# The Wick–Cutkosky equation, its zero-mass spectrum and the first abnormal states

**Speaker.** In 1954 Wick and Cutkosky showed that one four-dimensional Bethe–Salpeter equation collapses to an ordinary differential equation. I will derive that equation, solve it for a massless bound state, and find where its unusual solutions appear.

## Premises

Units are $\hbar=c=1$, with metric $(+,-,-,-)$. Two distinct complex scalars of mass $m$ couple to a massless real scalar through $-g(\phi_1^\dagger\phi_1+\phi_2^\dagger\phi_2)\chi$. The propagators are free and the kernel is one $\chi$ exchange, which defines the ladder approximation. Two propagators $i/(k^2-m^2)$, two vertices $-ig$ and one exchange $i/(p-k)^2$ give, for total momentum $P$ and relative momentum $p$,

$$\Big[\big(\tfrac P2+p\big)^2-m^2\Big]\Big[\big(\tfrac P2-p\big)^2-m^2\Big]\Phi(p)=ig^2\!\int\!\frac{d^4k}{(2\pi)^4}\frac{\Phi(k)}{(p-k)^2+i0}.$$

The static Born amplitude, divided by $(2m)^2$ for the state normalisation, is $-g^2/(4m^2\mathbf q^2)$. This is the potential $-\alpha/r$ with $\alpha=g^2/(16\pi m^2)$.

Take the rest frame $P=(M_b,\mathbf 0)$ with $0\le M_b<2m$. My last premise is Wick's: below threshold the contour can be rotated, $p_0=ip_4$ and $k_0=ik_4$, without meeting a singularity. Set $m=1$, $\eta=M_b/2$, $\epsilon^2=1-\eta^2$, $D=p^2+\epsilon^2$ with Euclidean $p^2$, and $w=2i\eta p_4$. The two brackets become $-(D\mp w)$, and

$$(D+w)(D-w)\,\Phi(p)=\frac{\lambda}{\pi^2}\int\!\frac{d^4k\,\Phi(k)}{(p-k)^2},\qquad \lambda=\frac{g^2}{16\pi^2m^2}=\frac{\alpha}{\pi}.\tag{1}$$

## Reduction to one variable

For orbital angular momentum $l=n-1$ try

$$\Phi(p)=\mathcal Y_{l}(\mathbf p)\int_{-1}^{1}\!dz\,\frac{g(z)}{(D+zw)^{n+2}},\tag{2}$$

where $\mathcal Y_l$ is a solid harmonic and $g(z)$ is a weight function, not the coupling.

*Step 1: the exchange integral.* Complete the square: $D+zw=q^2+Q(z)$ with $q=(\mathbf p,\,p_4+i\eta z)$ and $Q=1-\eta^2+\eta^2z^2$. Since $\mathcal Y_l$ is harmonic and homogeneous of degree $l$, the four-dimensional Laplacian gives

$$\Box\frac{\mathcal Y_l}{(q^2+Q)^s}=\mathcal Y_l\left[\frac{4s(s-l-1)}{(q^2+Q)^{s+1}}-\frac{4s(s+1)Q}{(q^2+Q)^{s+2}}\right].$$

At $s=l+1=n$ the first term drops. Because $\Box\,(p-k)^{-2}=-4\pi^2\delta^4(p-k)$, the integral in (1) is the decaying solution of a Poisson equation, which is unique, so

$$\frac1{\pi^2}\int\!\frac{d^4k}{(p-k)^2}\frac{\mathcal Y_l(\mathbf k)}{(D_k+zw_k)^{n+2}}=\frac{\mathcal Y_l(\mathbf p)}{n(n+1)\,Q(z)\,(D+zw)^n}.$$

**Question.** You shifted $p_4$ by an imaginary amount. Is that allowed under a massless propagator?

**Speaker.** I never shifted the integration variable. The Laplacian identity is algebraic, so it holds for complex $q_4$. For real $p$ the real part of $D+zw$ is $p^2+\epsilon^2>0$, so both sides are smooth and decaying, which is all that uniqueness needs.

*Step 2: the constituent propagators.* Rename the variable $z'$. From $D+z'w=\frac{1+z'}2(D+w)+\frac{1-z'}2(D-w)$,

$$\frac1{(D+w)(D-w)}=\frac1{D+z'w}\left[\frac{1-z'}{2(D+w)}+\frac{1+z'}{2(D-w)}\right].$$

Apply $1/(AB^{n+1})=(n+1)\int_0^1x^n\,dx\,[xB+(1-x)A]^{-n-2}$ with $A=D+w$, $B=D+z'w$. The denominator is $D+zw$ with $x=(1-z)/(1-z')$, and $|dx|=dz/(1-z')$ cancels the prefactor $1-z'$. The other term is the mirror image. Therefore

$$\frac1{(D+w)(D-w)(D+z'w)^n}=\frac{n+1}2\int_{-1}^1\!dz\,\frac{R(z,z')^n}{(D+zw)^{n+2}},$$

with $R=(1-z)/(1-z')$ for $z>z'$ and $R=(1+z)/(1+z')$ for $z<z'$. The form (2) has reproduced itself, and (1) is satisfied if

$$g(z)=\frac{\lambda}{2n}\int_{-1}^1\!dz'\,R(z,z')^n\,\frac{g(z')}{Q(z')}.\tag{3}$$

*Step 3: the differential form.* The operator $L=\partial_z^2+\frac{2(n-1)z}{1-z^2}\partial_z-\frac{n(n-1)}{1-z^2}$ annihilates $(1\mp z)^n$. For the upper sign the result is $n(n-1)(1-z)^{n-2}(1+z)^{-1}$ times $(1+z)-2z-(1-z)=0$. The kernel $R^n$ is continuous at $z=z'$, and its slope jumps by $-n/(1-z')-n/(1+z')=-2n/(1-z'^2)$. Acting with $L$ on (3) gives

$$g''+\frac{2(n-1)z}{1-z^2}g'-\frac{n(n-1)}{1-z^2}g+\frac{\lambda\,g}{(1-z^2)(1-\eta^2+\eta^2z^2)}=0,\qquad g(\pm1)=0.\tag{4}$$

The boundary condition holds because $R$ vanishes at $z=\pm1$. The indices at the end points are $0$ and $n$, so it selects $g\sim(1\mp z)^n$.

**Question.** What about $l<n-1$?

**Speaker.** I quote that part. Cutkosky showed that those states need a finite sum of terms like (2), and that a hidden $O(4)$ symmetry gives them the same eigenvalue, as in the Coulomb problem.

Writing $g=(1-z^2)^{(n-1)/2}u$ removes the first derivative:

$$u''-\frac{n^2-1}{(1-z^2)^2}u+\frac{\lambda\,u}{(1-z^2)Q}=0.\tag{5}$$

This is a Sturm–Liouville problem for $\lambda$ with a positive, even weight. The eigenfunctions are labelled by the number $\kappa$ of interior nodes and have parity $(-1)^\kappa$. Since $\partial Q/\partial\eta^2=-(1-z^2)<0$, the weight grows with $\eta$, and each $\lambda_{n\kappa}$ falls as $M_b$ rises.

## Exact spectrum at $M_b=0$

Now $Q=1$. Put $u=(1-z^2)^{(n+1)/2}h$, that is $g=(1-z^2)^nh$. The double poles cancel, leaving

$$(1-z^2)h''-2(n+1)zh'+[\lambda-n(n+1)]h=0.$$

For $h=\sum_jc_jz^j$ the recurrence is $(j+1)(j+2)c_{j+2}=[j(j+2n+1)+n(n+1)-\lambda]\,c_j$. If the series does not stop, $c_{j+2}/c_j\to1+2(n-1)/j$, so $h\sim(1-z^2)^{-n}$ and $g$ fails to vanish at the ends. It must stop at some $j=\kappa$:

$$\lambda=\kappa(\kappa+2n+1)+n(n+1)=(n+\kappa)(n+\kappa+1).$$

The polynomial is the Gegenbauer $C^{(n+1/2)}_\kappa(z)\propto d^nP_{n+\kappa}/dz^n$, with $\kappa$ interior nodes. The ground state reaches zero mass at $\lambda=2$, or $\alpha=2\pi$. The states $(n,\kappa)=(1,1)$ and $(2,0)$ do so together at $\lambda=6$.

**Question.** What does $\kappa$ count physically?

**Speaker.** Expand (2) in $w$ near $M_b=0$. The term $w^j$ carries $\int g\,z^jdz$, and orthogonality with weight $(1-z^2)^n$ kills it for $j<\kappa$. The amplitude starts at $p_4^\kappa$, so $\kappa$ counts excitations of the relative energy, or relative time. A Schrödinger equation has no such variable, hence the name abnormal for $\kappa\ge1$. Nakanishi found, and I quote this too, that for $0<M_b<2m$ the Bethe–Salpeter norm has the sign $(-1)^\kappa$.

## Threshold: normal states and the bound $\lambda>1/4$

With $\delta=\epsilon/\eta$ the weight splits exactly:

$$\frac1{(1-z^2)Q}=\frac1{1-z^2}+\frac1{z^2+\delta^2}.$$

The binding energy is $B=2m(1-\eta)=m\delta^2[1+O(\delta^2)]$.

For $n=1$, $\kappa=0$ and small $\lambda$, the second term acts as $(\pi/\delta)$ times a delta function, so $g\approx1-|z|$. In the Rayleigh quotient $\int g'^2=2$, and the weighted norm is $\pi/\delta+4\ln\delta+O(1)$. Solving gives $\delta=\frac\alpha2[1+\frac{2\alpha}\pi\ln\alpha+O(\alpha)]$, so $B=\frac{m\alpha^2}4[1+\frac{4\alpha}\pi\ln\alpha+O(\alpha)]$. The leading term is the Coulomb ground state for reduced mass $m/2$, consistent with $\lambda=\alpha/\pi$.

For $\kappa\ge1$, parity puts a node $z_0$ in $[0,1)$. Multiply (5) by $u$ and integrate from $z_0$ to 1. The $n^2-1$ term is non-negative, so $\int u'^2\le\lambda\int u^2/[(1-z^2)Q]$. Take $f=\sqrt{z(1-z)}$, which obeys $f''=-f/[4z^2(1-z)^2]$, and write $u=fv$. Integration by parts gives $\int u'^2=\int f^2v'^2-\int u^2f''/f$, since the boundary term $u^2f'/f$ vanishes at both ends. With $Q-z^2=\epsilon^2(1-z^2)\ge0$ and $1-z<1+z$,

$$\int u'^2\ge\frac14\int\frac{u^2}{z^2(1-z)^2}>\frac14\int\frac{u^2}{(1-z^2)Q}.$$

Hence $\lambda>1/4$, or $\alpha>\pi/4=0.7854$, for every abnormal state at every $M_b$ below threshold.

## The tower just above $\alpha=\pi/4$

Take $n=1$, $\delta\ll1$ and $\nu=\sqrt{\lambda-1/4}$. For $\delta\ll z\ll1$ equation (4) reads $g''+\lambda g/z^2=0$, solved by $z^{1/2\pm i\nu}$. I match exact solutions from either side of this window, using Gauss's function $F$ and its standard connection formulas.

*Inner region.* With $x=z/\delta$ the equation is $(1+x^2)g''+\lambda g=0$. In the variable $-x^2$ it is hypergeometric:

$$g_o=xF\big(\tfrac14+\tfrac{i\nu}2,\tfrac14-\tfrac{i\nu}2;\tfrac32;-x^2\big),\qquad g_e=F\big(-\tfrac14+\tfrac{i\nu}2,-\tfrac14-\tfrac{i\nu}2;\tfrac12;-x^2\big).$$

At large $x$ the coefficients of $x^{1/2+i\nu}$ are, up to positive factors, $\Gamma(i\nu)/[\Gamma(\frac14+\frac{i\nu}2)\Gamma(\frac54+\frac{i\nu}2)]$ and $\Gamma(i\nu)/[\Gamma(-\frac14+\frac{i\nu}2)\Gamma(\frac34+\frac{i\nu}2)]$. Using $\Gamma(1+a)=a\Gamma(a)$ and adding the conjugate term, $g_o\propto\sqrt x\sin(\nu\ln x+\varphi_o)$ and $g_e\propto-\sqrt x\sin(\nu\ln x+\varphi_e)$, with

$$\varphi_o=\arg\Gamma(1+i\nu)+\arctan2\nu-2\arg\Gamma\big(\tfrac54+\tfrac{i\nu}2\big),$$
$$\varphi_e=\arg\Gamma(1+i\nu)-\arctan2\nu-2\arg\Gamma\big(\tfrac34+\tfrac{i\nu}2\big).$$

*Outer region.* With $\delta=0$ the equation is $z^2(1-z^2)g''+\lambda g=0$, and the solution vanishing at $z=1$ is

$$g_>=z^{1/2+i\nu}(1-z^2)\,F\big(\tfrac34+\tfrac{i\nu}2,\tfrac54+\tfrac{i\nu}2;2;1-z^2\big).$$

The coefficient of $z^{1/2-i\nu}$ is $\Gamma(i\nu)/[\Gamma(\frac34+\frac{i\nu}2)\Gamma(\frac54+\frac{i\nu}2)]$. The duplication formula then gives $g_>\propto\sqrt z\sin[\nu\ln(1/z)+\varphi_>]$ with $\varphi_>=\arg\Gamma(1+i\nu)+\nu\ln2-\arg\Gamma(\frac32+i\nu)$.

*Matching.* Two sines whose arguments run oppositely in $\ln z$ are proportional only if the arguments add to a multiple of $\pi$:

$$\nu\ln(1/\delta)+\varphi_{o,e}+\varphi_>=j\pi,\qquad j=1,2,\dots\tag{6}$$

All three phases vanish linearly as $\nu\to0$, which fixes the node count for small $\nu$. At $\nu=0$ Sturm comparison with $\sqrt x$, which solves the more attractive equation $g''+g/4x^2=0$ without a zero, shows that $g_o$ has no node at $x>0$ and $g_e$ at most one. The even function starts flat and is concave while positive, so it does have that node. The window adds $j-1$ nodes on each side. Thus $\kappa=2j-1$ for odd and $\kappa=2j$ for even states.

Every $\lambda>1/4$ therefore supports an infinite tower accumulating at threshold, with ratio $e^{-2\pi/\nu}$ between successive binding energies of equal parity. The $n^2-1$ term of (5) is bounded near $z=0$, so for other $n$ only $\varphi_>$ changes at this order, and all abnormal $\lambda_{n\kappa}$ tend to $1/4$ as $\eta\to1$. Linearising the phases with digamma values gives $(\varphi_{o,e}+\varphi_>)/\nu\to6\ln2-4\pm\pi/2$, so for $n=1$

$$B/m\to4096\,e^{-8\pm\pi}\,e^{-2\pi j/\nu}\qquad(\nu\to0),$$

with the upper sign for odd $\kappa$.

**Question.** So the levels are not evenly spaced in $\kappa$?

**Speaker.** Not near $\pi/4$. There $\kappa=1$ and $2$ share the exponent $2\pi/\nu$ and differ by the fixed factor $e^{2\pi}$, while the next pair lies exponentially closer to threshold.

## Range of validity

Equation (4) is exact within the ladder model for equal masses, massless exchange and $0\le M_b<2m$. The spectrum $(n+\kappa)(n+\kappa+1)$ is exact at $M_b=0$, and a larger $\lambda$ pushes that level to $M_b^2<0$. Condition (6) needs $\delta\ll1$. At the matching point $z=\sqrt\delta$ the term dropped on either side has relative size $\delta$.

As field theory the model is far weaker. Crossed exchange, vertex and self-energy graphs carry a further factor $g^2/(16\pi^2m^2)=\lambda$, which exceeds $1/4$ wherever abnormal states exist. The cubic coupling also leaves the energy unbounded below. From $D\sim z|w|$ with $|\mathbf p|\sim m\delta$, the window spans relative energies from about $m\delta^2$ to $m\delta$, so an exchanged mass is safely negligible only below $B$. At the fine-structure constant $\lambda=0.00232$, and the ladder model has normal states only.

## Numerical illustration: $\alpha=1$, $n=1$

Here $\lambda=0.318310$ and $\nu=0.261362$. The phases are $\varphi_>=0.0252$, $\varphi_o=0.3962$ and $\varphi_e=-0.3457$. Condition (6) with $j=1$ gives:

| $\kappa$ | $\ln(1/\delta)$ | $\delta$ | $B/m$ | $B/m$, linearised phases |
|---|---|---|---|---|
| 1 | 10.408 | $3.0\times10^{-5}$ | $9.1\times10^{-10}$ | $1.15\times10^{-9}$ |
| 2 | 13.246 | $1.8\times10^{-6}$ | $3.1\times10^{-12}$ | $2.15\times10^{-12}$ |

The matching corrections, of order $\delta$ at most, lie below the digits shown, whereas linearising the phases is already too crude at this $\nu$. The states $\kappa=3,4$ are bound more weakly by $e^{-2\pi/\nu}=3.6\times10^{-11}$.

**Question.** Would these levels survive the graphs you dropped?

**Speaker.** The ladder cannot tell. The exponent alone gives $d\ln B/d\ln\lambda=\pi\lambda/\nu^3\approx56$, and lowering the effective coupling by 21 per cent removes the whole tower, while the omitted graphs are of nominal relative size $\lambda\approx0.32$. The binding energies $9.1\times10^{-10}m$ for the negative-norm $\kappa=1$ state and $3.1\times10^{-12}m$ for $\kappa=2$ are the ladder model's, not those of any physical two-body system.